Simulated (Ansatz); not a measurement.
LaTiO3: pressure and energy above lowest point against volume scale

Results calculated with Ansatz 0.2.0, not measured. Free energy against uniform scaling of the volume at fixed shape and fractions; periodic cell, basis, potentials, k mesh and filling as listed.

The cell before it is scaled or strained (space group Pm-3m, No. 221):
```
LaTiO3
1.0
      3.9200     0.0000     0.0000
      0.0000     3.9200     0.0000
      0.0000     0.0000     3.9200
La Ti O
1 1 3
Direct
  0.00000 0.00000 0.00000
  0.50000 0.50000 0.50000
  0.50000 0.50000 0.00000
  0.00000 0.50000 0.50000
  0.50000 0.00000 0.50000
```

Settings of every row: functional PBEsol; dispersion none; potentials PAW; wave cutoff 470 eV; density cutoff 1880 eV; k mesh 6x6x6; k shift 0x0x0; occupations fermi dirac; smearing width 0.1 eV; spin none.

Limits: coarse k mesh, up to 40 meV an atom off; odd electron count without spin.

| row | volume scale | V (Å³/atom) | pressure (GPa) | energy above lowest point (meV/atom) |
| --- | --- | --- | --- | --- |
| 1 | 0.92 | 11.083 | 17.22 | 41.5 |
| 2 | 0.9467 | 11.405 | ? | ? |
| 3 | 0.9733 | 11.726 | 3.51 | 1.4 |
| 4 | 1 | 12.047 | -1.98 | 0 |
| 5 | 1.0267 | 12.369 | -6.72 | 8.8 |
| 6 | 1.0533 | 12.689 | -10.82 | 26.5 |
| 7 | 1.08 | 13.011 | -14.35 | 51.8 |

Question: what pressure and energy above lowest point should row 2 give?

Worked fit of pressure. Take u = (V_r/V)^(2/3) − 1 with V_r = 12.208 Å³ an atom, which is twice the finite (Eulerian) strain; such expansions in the strain, on which the Birch-Murnaghan equation of state is built, carry the rest volume and the bulk modulus. The shown rows have u = 0.06658, 0.02722, 0.00889, -0.0087, -0.02543, -0.04158. Least squares give pressure = −4.44 + 270.17 × u + 788.7 × u² + 597 × u³ GPa; a parabola predicts inner rows, each left out in turn, worse (root mean square 0.031 against 0.015 GPa). The rows lie off it by 0.00, 0.00, 0.00, 0.01, -0.01, 0.00. The pressure vanishes at u = 0.0157, or V = 11.93 Å³ an atom, and there the bulk modulus at fixed shape and fractions is B = −V dP/dV = (2/3)(1 + u) dP/du = 200 GPa. The withheld row has u = 0.0464, so the fit gives −4.44 + 270.17 × (0.0464) + 788.7 × (0.0464)² + 597 × (0.0464)³ = 9.85 GPa.

The calculation gave 9.86 GPa. The fit lies 0.01 GPa (0.032 % of the column's range) below it, one unit of the last digit.

Worked fit of energy above lowest point. Take u = (V_r/V)^(2/3) − 1 with V_r = 12.208 Å³ an atom, which is twice the finite (Eulerian) strain; such expansions in the strain, on which the Birch-Murnaghan equation of state is built, carry the rest volume and the bulk modulus. The shown rows have u = 0.06658, 0.02722, 0.00889, -0.0087, -0.02543, -0.04158. Least squares give energy above lowest point = 3.23 − 506.7 × u + 16042 × u² + 3025 × u³ meV/atom; a parabola predicts inner rows, each left out in turn, worse (root mean square 0.15 against 0.079 meV/atom). The rows lie off it by 0.0, 0.0, 0.0, -0.1, 0.1, 0.0. Its lowest point lies at u = 0.0157, or V = 11.93 Å³ an atom, and the curvature there gives the bulk modulus at fixed shape and fractions, B = (4/9)(1 + u)² E″(u)/V = 199 GPa. The withheld row has u = 0.0464, so the fit gives 3.23 − 506.7 × (0.0464) + 16042 × (0.0464)² + 3025 × (0.0464)³ = 14.6 meV/atom.

The calculation gave 14.6 meV/atom. The fit meets it to the printed digit.
